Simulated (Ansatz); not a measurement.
A series in volume scale on TiB2

Results calculated with Ansatz 0.2.0, not measured. Periodic Kohn-Sham DFT of a crystal at fixed atoms, scaled to volume_scale times the given cell; pressure positive in compression, energy less spherical unpolarised free atoms, largest_vzz the field gradient of largest size among the nuclei.

The cell before it is scaled or strained (space group P6/mmm, No. 191):
```
cell vectors (Å)
   3.0292     0.0000     0.0000
  -1.5146     2.6234     0.0000
   0.0000     0.0000     3.2284
atoms (fractions of the cell vectors)
Ti  0.00000  0.00000  0.00000
B   0.33333  0.66667  0.50000
B   0.66667  0.33333  0.50000
```

Settings of every row: method all-electron LAPW; functional PBEsol; relativity scalar; k mesh 14x14x11; filling fermi-dirac; smearing width 0.03 eV; basis error target 1 meV/atom; nucleus gaussian.

Atom start moment: 0 on all atoms.

```
row  volume scale  V (Å³/atom)  energy less free atoms (eV/atom)  pressure (GPa)
  1          0.94        8.039                           -8.2528          12.063
  2          0.98        8.381                           -8.2652           0.007
  3             1        8.552                           -8.2624          -5.187
  4          1.01        8.637                                 ?               ?
  5          1.04        8.894                           -8.2414         -14.151
```

Question: what energy less free atoms and pressure should row 4 give?

Worked fit of energy less free atoms. Take u = (V_r/V)^(2/3) − 1 with V_r = 8.4665 Å³ an atom, which is twice the finite (Eulerian) strain; such expansions in the strain, on which the Birch-Murnaghan equation of state is built, carry the rest volume and the bulk modulus. The shown rows have u = 0.03515, 0.00679, -0.00668, -0.03231. Least squares give energy less free atoms = −8.26449 − 0.2129 × u + 15.525 × u² eV/atom; a straight line predicts inner rows, each left out in turn, worse (root mean square 0.012 against 4.7e-05 eV/atom). All shown rows lie on it to the printed digit. Its lowest point lies at u = 0.0069, or V = 8.38 Å³ an atom, and the curvature there gives the bulk modulus at fixed shape and fractions, B = (4/9)(1 + u)² E″(u)/V = 267 GPa. Letting shape and atoms relax would as a rule lower it, by much in layered, chain or molecular crystals. The withheld row has u = -0.0132, so the fit gives −8.26449 − 0.2129 × (-0.0132) + 15.525 × (-0.0132)² = -8.2590 eV/atom.

The calculation gave -8.259 eV/atom. The fit meets it to the printed digit.

Worked fit of pressure. Take u = (V_r/V)^(2/3) − 1 with V_r = 8.4665 Å³ an atom, which is twice the finite (Eulerian) strain; such expansions in the strain, on which the Birch-Murnaghan equation of state is built, carry the rest volume and the bulk modulus. The shown rows have u = 0.03515, 0.00679, -0.00668, -0.03231. Least squares give pressure = −2.6535 + 385.923 × u + 931.42 × u² GPa; a straight line predicts inner rows, each left out in turn, worse (root mean square 0.69 against 0.006 GPa). The rows lie off it by 0.001, -0.003, 0.003, -0.001. The pressure vanishes at u = 0.0068, or V = 8.381 Å³ an atom, and there the bulk modulus at fixed shape and fractions is B = −V dP/dV = (2/3)(1 + u) dP/du = 267 GPa. Letting shape and atoms relax would as a rule lower it, by much in layered, chain or molecular crystals. The withheld row has u = -0.0132, so the fit gives −2.6535 + 385.923 × (-0.0132) + 931.42 × (-0.0132)² = -7.585 GPa.

The calculation gave -7.597 GPa. The fit lies 0.012 GPa (0.046 % of the column's range) above it; its largest miss of a shown row is 0.003 GPa.
